\textbf{Question.} I am reading about flow equations and similarity renormalisation group methods for multireference problems. The Hamiltonian is evolved by $dH/ds=[\eta,H]$ with Wegner's generator $\eta=[H_d,H]$, where $H_d$ is the diagonal part, and the off-diagonal part is said to decrease monotonically. I tried it on the half-filled Hubbard dimer with $t=0.16\,\mathrm{aJ}$ and $U=1.2\,\mathrm{aJ}$, starting from the molecular-orbital configurations. The rule of thumb ``a coupling across a gap $D$ dies as $e^{-D^2s}$'' tells me how far to integrate and what energy to expect, but my numerical integration finishes about four times earlier and lowers the energy much less. Why is the decrease monotonic, what is the exact solution, and what is wrong with the rule of thumb?

\medskip
\textbf{Answer.} The rule of thumb holds the gap fixed. In your basis the gap more than doubles during the flow, and it starts to change faster than the coupling does. The exact statement is that the ratio of coupling to gap decays as a pure exponential, at a rate set by the exact level splitting.

\section*{The singlet block}

Energies are in attojoules ($1\,\mathrm{aJ}=10^{-18}\,\mathrm{J}$). Your $t$ and $U$, about $1.0\,\mathrm{eV}$ and $7.5\,\mathrm{eV}$, are model inputs. The flow parameter $s$ is not a time. It has the dimension of an inverse energy squared, and $1\,\mathrm{aJ^{-2}}=10^{36}\,\mathrm{J^{-2}}$. The Hamiltonian, with $t,U>0$ and two electrons, is
\begin{equation}
\hat H=-t\sum_{\sigma}\left(c^\dagger_{1\sigma}c_{2\sigma}+c^\dagger_{2\sigma}c_{1\sigma}\right)+U\sum_{i=1,2}n_{i\uparrow}n_{i\downarrow}.
\end{equation}
Write $|ij\rangle=c^\dagger_{i\uparrow}c^\dagger_{j\downarrow}|0\rangle$. The triplet component $(|12\rangle-|21\rangle)/\sqrt2$ has energy zero. The three singlets are the covalent state $|C\rangle=(|12\rangle+|21\rangle)/\sqrt2$ and the ionic states $|I_\pm\rangle=(|11\rangle\pm|22\rangle)/\sqrt2$. The state $|I_-\rangle$ is odd under exchange of the sites and is an eigenstate with energy $U$. The two even singlets mix. With the orbitals $g,u=(1\pm2)/\sqrt2$ the closed-shell configurations are $|g^2\rangle=(|I_+\rangle+|C\rangle)/\sqrt2$ and $|u^2\rangle=(|I_+\rangle-|C\rangle)/\sqrt2$, and the block reads
\begin{equation}
H^{\mathrm{MO}}=\begin{pmatrix}U/2-2t & U/2\\ U/2 & U/2+2t\end{pmatrix},\qquad
H^{\mathrm{VB}}=\begin{pmatrix}0&-2t\\-2t&U\end{pmatrix}
\label{blocks}
\end{equation}
in the bases $(g^2,u^2)$ and $(C,I_+)$. Call the diagonal difference $D=H_{22}-H_{11}$ and the coupling $v=H_{12}$. Your starting point has $D_0=4t=0.64\,\mathrm{aJ}$, $v_0=U/2=0.60\,\mathrm{aJ}$, and the restricted Hartree--Fock energy $H_{11}(0)=U/2-2t=0.28\,\mathrm{aJ}$. Two quantities will be followed: the value $s^*$ at which $v$ has fallen to one per cent of $v_0$, and the total shift $\Delta E=H_{11}(\infty)-H_{11}(0)$.

\section*{1. Estimate by hand}

The generator is a commutator with the diagonal part, so its element is gap times coupling, $Dv$ in size. Commuting it once more with the diagonal part brings a second factor of the gap, with the sign that reduces the coupling. If the coupling is regarded as a small disturbance of fixed levels, it decays as $e^{-D_0^2s}$. A factor of one hundred is about $4.6$ e-foldings, and $D_0^2\approx0.4\,\mathrm{aJ^2}$, so
\begin{equation}
s^*_{\mathrm{est}}\approx\frac{4.6}{0.4\,\mathrm{aJ^2}}=11.5\,\mathrm{aJ^{-2}}.
\end{equation}
Removing a coupling pushes the levels apart, and the usual size of level repulsion is coupling squared over gap. With both rounded to $0.6\,\mathrm{aJ}$,
\begin{equation}
\Delta E_{\mathrm{est}}\approx-\frac{(0.6\,\mathrm{aJ})^2}{0.6\,\mathrm{aJ}}=-0.6\,\mathrm{aJ},\qquad E_{0,\mathrm{est}}\approx(0.3-0.6)\,\mathrm{aJ}=-0.3\,\mathrm{aJ}.
\end{equation}
Two warnings are visible already. The repulsion term of $\hat H$ is a non-negative operator, so the ground state cannot lie below the non-interacting value $-2t=-0.32\,\mathrm{aJ}$, and an estimate that almost reaches this bound at $U/t=7.5$ is too low. Also, if each level moves by $0.6\,\mathrm{aJ}$, the gap grows by twice its rounded initial value, which contradicts the assumption of fixed levels.

\section*{2. Careful calculation}

\subsection*{Monotonic decoupling}

Let $H(s)$ be a finite Hermitian matrix in a fixed orthonormal basis, with diagonal elements $d_i=H_{ii}$, and let
\begin{equation}
\frac{dH}{ds}=[\eta,H],\qquad \eta=[H_d,H],\qquad \eta_{ij}=(d_i-d_j)H_{ij}.
\end{equation}
This is the flow of Wegner (1994). The commutator of two Hermitian matrices is anti-Hermitian, so $H(s)=W(s)H(0)W(s)^\dagger$ with the unitary $W$ defined by $dW/ds=\eta W$, $W(0)=1$. The eigenvalues are constant, and so is
\begin{equation}
\operatorname{tr}H^2=\sum_i d_i^2+\sum_{i\ne j}|H_{ij}|^2 .
\label{trace}
\end{equation}
The diagonal elements obey
\begin{equation}
\frac{dd_i}{ds}=\sum_k\left(\eta_{ik}H_{ki}-H_{ik}\eta_{ki}\right)=2\sum_k(d_i-d_k)|H_{ik}|^2 .
\label{diag}
\end{equation}
Multiply by $2d_i$, sum over $i$, and average the result with its copy in which $i$ and $k$ are interchanged, using $d_i(d_i-d_k)+d_k(d_k-d_i)=(d_i-d_k)^2$:
\begin{equation}
\frac{d}{ds}\sum_i d_i^2=4\sum_{i,k}d_i(d_i-d_k)|H_{ik}|^2=2\sum_{i,k}(d_i-d_k)^2|H_{ik}|^2 .
\end{equation}
By \eqref{trace} the off-diagonal weight loses what the diagonal gains:
\begin{equation}
\frac{d}{ds}\sum_{i\ne j}|H_{ij}|^2=-2\sum_{i\ne j}(H_{ii}-H_{jj})^2|H_{ij}|^2=-2\sum_{i,j}|\eta_{ij}|^2\le0 .
\label{mono}
\end{equation}
The sums run over ordered pairs, so each coupling appears twice on both sides. The off-diagonal weight is non-negative and non-increasing, hence the right-hand side is integrable over $0\le s<\infty$. It is a polynomial in matrix elements that are bounded and have bounded derivatives, so it is uniformly continuous and must tend to zero. Therefore $(d_i-d_j)H_{ij}\to0$ for every pair. This is all that \eqref{mono} says. It concerns the sum, while single elements may grow, and a coupling between states with equal diagonal elements may survive.

\subsection*{Two levels}

For a real symmetric $2\times2$ matrix, $\eta_{12}=-Dv=-\eta_{21}$. Equation \eqref{diag} gives $dH_{11}/ds=-2Dv^2$ and $dH_{22}/ds=+2Dv^2$, and the off-diagonal element of the commutator is $\eta_{12}H_{22}-H_{11}\eta_{12}$. Thus
\begin{equation}
\frac{dD}{ds}=4Dv^2,\qquad \frac{dv}{ds}=-D^2v .
\label{ode}
\end{equation}
The combination $R^2=D^2+4v^2$ has the derivative $8D^2v^2-8D^2v^2=0$. It is the squared difference of the eigenvalues. For $D_0\neq0$ and $v_0\neq0$, divide each equation by its variable and subtract:
\begin{equation}
\frac{d}{ds}\ln\left|\frac{v}{D}\right|=-D^2-4v^2=-R^2 .
\end{equation}
With $x=2v/D$ and $D_0>0$ the solution is
\begin{equation}
x(s)=x_0e^{-R^2s},\qquad D(s)=\frac{R}{\sqrt{1+x^2}},\qquad v(s)=\frac{R}{2}\,\frac{x}{\sqrt{1+x^2}} .
\label{sol}
\end{equation}
Neither $D$ nor $v$ changes sign, so the lower diagonal element flows to the lower eigenvalue. If $D=R\cos2\theta$ and $2v=R\sin2\theta$, then $x=\tan2\theta$ and $d\theta/ds=-Dv$; the angle $\theta(s)$ is the rotation still needed to diagonalise the matrix. The trace is constant, so $H_{11}(s)-H_{11}(0)=-[D(s)-D_0]/2$ and
\begin{equation}
\Delta E=-\frac{R-D_0}{2}=-\frac{2v_0^2}{R+D_0}.
\label{shift}
\end{equation}
Setting $v=\epsilon v_0$, for which $D^*=\sqrt{R^2-4\epsilon^2v_0^2}$, and inverting the exponential gives
\begin{equation}
s^*=\frac{\ln(1/\epsilon)+\ln(D^*/D_0)}{R^2}.
\label{sstar}
\end{equation}

\subsection*{Numbers for the dimer}

Both matrices in \eqref{blocks} have $R^2=U^2+16t^2=1.8496\,\mathrm{aJ^2}$, so $R=1.36\,\mathrm{aJ}$. In the orbital basis $x_0=U/4t=1.875$. For $\epsilon=0.01$, $D^*$ equals $R$ to four figures, $\ln(D^*/D_0)=0.754$, $\ln 100=4.605$, and
\begin{equation}
s^*=\frac{5.359}{1.8496\,\mathrm{aJ^2}}=2.897\,\mathrm{aJ^{-2}},\qquad
\Delta E=-0.36\,\mathrm{aJ},\qquad E_0=\frac{U-R}{2}=-0.08\,\mathrm{aJ}.
\end{equation}
This $E_0$ is the full CI energy of the model. The upper even singlet lies at $(U+R)/2=1.28\,\mathrm{aJ}$. The initial angle has $\cos2\theta_0=D_0/R=8/17$, so the ground state has weight $\cos^2\theta_0=0.735$ on $|g^2\rangle$ and $0.265$ on $|u^2\rangle$: it is a two-configuration state.

To compare along the way, the estimate is needed in unrounded form. Freezing $D=D_0$ in \eqref{ode} gives $v_{\mathrm{fr}}=v_0e^{-D_0^2s}$, and integrating $dH_{11}/ds=-2D_0v_{\mathrm{fr}}^2$ gives
\begin{equation}
\Delta E_{\mathrm{fr}}(s)=-\frac{v_0^2}{D_0}\left(1-e^{-2D_0^2s}\right).
\label{frozen}
\end{equation}
With $D_0^2=0.4096\,\mathrm{aJ^2}$ this yields $s^*_{\mathrm{fr}}=11.24\,\mathrm{aJ^{-2}}$, $\Delta E_{\mathrm{fr}}(\infty)=-U^2/16t=-0.5625\,\mathrm{aJ}$ and a total energy of $-0.2825\,\mathrm{aJ}$. The limit is the MP2 correlation energy: the Hartree--Fock orbital energies are $U/2\mp t$, so the denominator of the double excitation is $4t=D_0$. In the table $s$ is in $\mathrm{aJ^{-2}}$, energies are in aJ, and $\Delta E(s)=H_{11}(s)-H_{11}(0)$.

\begin{center}
\begin{tabular}{c|cccc|cc}
$s$ & $x$ & $D$ & $v$ & $\Delta E(s)$ & $v_{\mathrm{fr}}$ & $\Delta E_{\mathrm{fr}}(s)$\\ \hline
$0.25$ & $1.181$ & $0.879$ & $0.519$ & $-0.119$ & $0.542$ & $-0.104$\\
$0.5$ & $0.744$ & $1.091$ & $0.406$ & $-0.226$ & $0.489$ & $-0.189$\\
$1$ & $0.295$ & $1.304$ & $0.192$ & $-0.332$ & $0.398$ & $-0.315$\\
$2$ & $0.046$ & $1.359$ & $0.032$ & $-0.359$ & $0.264$ & $-0.453$
\end{tabular}
\end{center}

\section*{3. Why the two differ by this much}

The hand estimate of $s^*$ is too large by $11.5/2.897=3.97$, and that of $|\Delta E|$ by $0.6/0.36=1.67$. Rounding contributes little: a factor $11.5/11.24=1.023$ to the first and $0.64/0.6=1.07$ to the second. The remaining factors, $3.88$ and $1.56$, have one cause, the neglected first equation of \eqref{ode}.

\subsection*{Size of the neglected term}

At $s=0$ the gap grows at the relative rate $4v_0^2=U^2=1.44\,\mathrm{aJ^2}$, while the coupling decays at the relative rate $D_0^2=0.4096\,\mathrm{aJ^2}$. The ratio of these rates is $x_0^2=3.52$. The quantity held fixed moves faster than the one allowed to move, and freezing the gap is justified only for $x_0^2\ll1$. Since $R^2/D_0^2=1+x_0^2$, equations \eqref{shift} and \eqref{sstar} give both discrepancies as functions of $x_0$. With $L=\ln(1/\epsilon)$ and $D^*\approx R$,
\begin{equation}
\frac{s^*_{\mathrm{fr}}}{s^*}\approx\frac{(1+x_0^2)\,L}{L+\tfrac12\ln(1+x_0^2)},\qquad
\frac{\Delta E_{\mathrm{fr}}(\infty)}{\Delta E}=\frac{1+\sqrt{1+x_0^2}}{2}.
\label{ratios}
\end{equation}

\subsection*{The flow length}

Two effects act in opposite directions. At large $s$ the solution \eqref{sol} becomes $v\simeq v_0(R/D_0)e^{-R^2s}$. The rate is $R^2$ in place of $D_0^2$, faster by $4.516$. The prefactor is larger than $v_0$ by $R/D_0=2.125$, because the early decay is slower than the final one. This costs $0.754$ extra e-foldings, a delay of $0.408\,\mathrm{aJ^{-2}}$, and lengthens the flow by $5.359/4.605=1.164$. The net factor is $4.516/1.164=3.88$. The delay is comparable with the duration of the nonlinear stage: $x$ falls to one at $s=\ln x_0/R^2=0.340\,\mathrm{aJ^{-2}}$, and in the table the exact and frozen couplings are still close at $s=0.25\,\mathrm{aJ^{-2}}$ and far apart at $s=2\,\mathrm{aJ^{-2}}$.

\subsection*{Why the energy is off by less}

Use $v$ as the independent variable, $ds=-dv/(D^2v)$ with $D(v)=\sqrt{R^2-4v^2}$. Then
\begin{equation}
s^*=\int_{\epsilon v_0}^{v_0}\frac{d\ln v}{D(v)^2},\qquad
\Delta E=-\int_0^{v_0}\frac{d(v^2)}{D(v)} .
\label{avg}
\end{equation}
Replacing $D(v)$ by its smallest value $D_0$ reproduces both frozen results, which shows that both must be overestimates in magnitude. The exact results are averages over the running gap, with different powers and different weights. The flow length averages $1/D^2$ uniformly in $\ln v$, which emphasises small couplings and hence the fully opened gap. The energy averages $1/D$ uniformly in $v^2$, which emphasises the early stage. At $v=v_0/3$ the gap is $1.30\,\mathrm{aJ}$, or $96\,\%$ of $R$. The stage before that point covers $24\,\%$ of the logarithmic range and $89\,\%$ of the range of $v^2$. The effective gaps are accordingly $\sqrt{L/s^*}=1.26\,\mathrm{aJ}$ for the flow length and $(R+D_0)/2=1.00\,\mathrm{aJ}$ for the energy. The first enters squared, which gives $3.88$, and the second linearly, which gives $1.00/0.64=1.56$.

The table shows one further detail. At small $s$ the exact shift is larger in magnitude than the frozen one, since $|d\Delta E/ds|=2Dv^2$ profits from the growing gap; its logarithmic derivative $4v^2-2D^2$ is positive as long as $x^2>2$. The order reverses later, when the exact coupling has been used up and the frozen one has not.

The total energy looks worse than the shift because it is a small difference. The error of the frozen shift is $0.2025\,\mathrm{aJ}$ in magnitude, and $E_0=(0.28-0.36)\,\mathrm{aJ}$ is only $0.08\,\mathrm{aJ}$ in magnitude, so the singlet--triplet splitting comes out too large by a factor of $3.53$.

\subsection*{Higher orders do not repair it}

Expanding \eqref{shift} in $v_0$ gives
\begin{equation}
\Delta E=-\frac{v_0^2}{D_0}+\frac{v_0^4}{D_0^3}-\frac{2v_0^6}{D_0^5}+\dots
\end{equation}
The square root $\sqrt{1+x_0^2}$ has branch points at $x_0=\pm i$, so the series converges only up to $|x_0|=1$, that is $U=4t$. Here its terms are $-0.5625$, $+0.494$ and $-0.869\,\mathrm{aJ}$, and it diverges. What sums it is the feedback of the energy shift into the denominator. For the state $|g^2\rangle+\tau|u^2\rangle$ the eigenvalue equations are $\Delta E=v_0\tau$ and
\begin{equation}
v_0+D_0\tau-v_0\tau^2=0 ,
\end{equation}
which is the coupled-cluster doubles equation of this two-electron block and is exact for it. The root of the ground state is $\tau=-\tan\theta_0=-0.6$, against the first-order value $-v_0/D_0=-0.9375$. Written as $\tau=-v_0/(D_0-\Delta E)$, it contains the denominator $1.00\,\mathrm{aJ}$ found above. The quadratic term plays the part that $dD/ds=4Dv^2$ plays in the flow.

\subsection*{The same estimate in the other basis}

The flow depends on the basis, because $H_d$ does. In the basis $(C,I_+)$ one has $D_0=U$, $v_0=-2t$ and $|x_0|=4t/U=0.533$, the reciprocal of the former value, with the same $R$. The frozen-gap results are $s^*_{\mathrm{fr}}=L/U^2=3.198\,\mathrm{aJ^{-2}}$ and the superexchange energy $-4t^2/U=-0.0853\,\mathrm{aJ}$. The exact ones are $s^*=2.557\,\mathrm{aJ^{-2}}$ from \eqref{sstar} and again $E_0=-0.08\,\mathrm{aJ}$. The factors drop to $1.25$ and $1.07$, as \eqref{ratios} requires, and the ground state has weight $0.941$ on $|C\rangle$. For these parameters second order is much closer to full CI from the covalent reference than from the closed-shell one; for $U<4t$ the two values of $|x_0|$ change places with respect to one. The exact $s^*$ differs little between the two bases, since the basis enters \eqref{sstar} only through a logarithm.

\subsection*{Degeneracy}

As $t\to0$ the orbital-basis gap closes. At $D_0=0$ the generator vanishes and nothing flows although $v\ne0$. This fixed point is unstable, since a small gap grows as $e^{4v^2s}$, and $s^*$ diverges only as $\ln(1/D_0)$, whereas the frozen estimate diverges as $1/D_0^2$. With $t$ reduced to $0.016\,\mathrm{aJ}$ the two values are $5.22$ and $1124\,\mathrm{aJ^{-2}}$.

Symmetry can hold the flow at a degeneracy. Take all three singlets in the basis $(|11\rangle,|22\rangle,|C\rangle)$, with diagonal elements $(d,d,e)$, ionic--covalent couplings $y$ and ionic--ionic coupling $w$, starting from $d=U$, $e=0$, $y=-\sqrt2\,t$, $w=0$. The commutators preserve this form and give
\begin{equation}
\frac{dw}{ds}=2(d-e)y^2,\qquad \frac{dy}{ds}=-(d-e)(d+w-e)\,y,\qquad \frac{d(d-w)}{ds}=0 .
\end{equation}
The coupling $y$ dies, but $w$ is created from zero and is never removed. At the end $d-w=U$ and $d+w=(U+R)/2$ are the energies of $|I_-\rangle$ and of the upper even singlet, so $w\to(R-U)/4=0.04\,\mathrm{aJ}$. The off-diagonal weight $4y^2+2w^2$ falls monotonically from $8t^2=0.2048\,\mathrm{aJ^2}$ to $0.0032\,\mathrm{aJ^2}$, in accord with \eqref{mono}, and stops there. The ground state is decoupled and the degenerate pair is left to be diagonalised.

\subsection*{Bearing on multireference methods}

A flow stopped at finite $s$ has removed couplings across gaps well above $s^{-1/2}$ and has barely touched weak couplings across gaps well below it. Equation \eqref{frozen} has the form of the second-order energy of the driven similarity renormalisation group (Evangelista, 2014), and it tends to $-2sD_0v_0^2$ as $D_0\to0$, so a small denominator causes no divergence. That regularises the frozen-gap result without making it correct when $|x_0|$ is of order one or larger. A pair such as $g^2$ and $u^2$ at $x_0=1.875$ belongs in the reference space, where it is diagonalised, and the lowest-order flow is suited to couplings out of that space with $x_0^2\ll1$. Finally, the proof of \eqref{mono} uses the exact conservation of $\operatorname{tr}H^2$ for the full matrix. When many-body operators generated by the commutators are truncated, that premise is lost, and monotonic decay of the full off-diagonal weight is no longer guaranteed by this argument.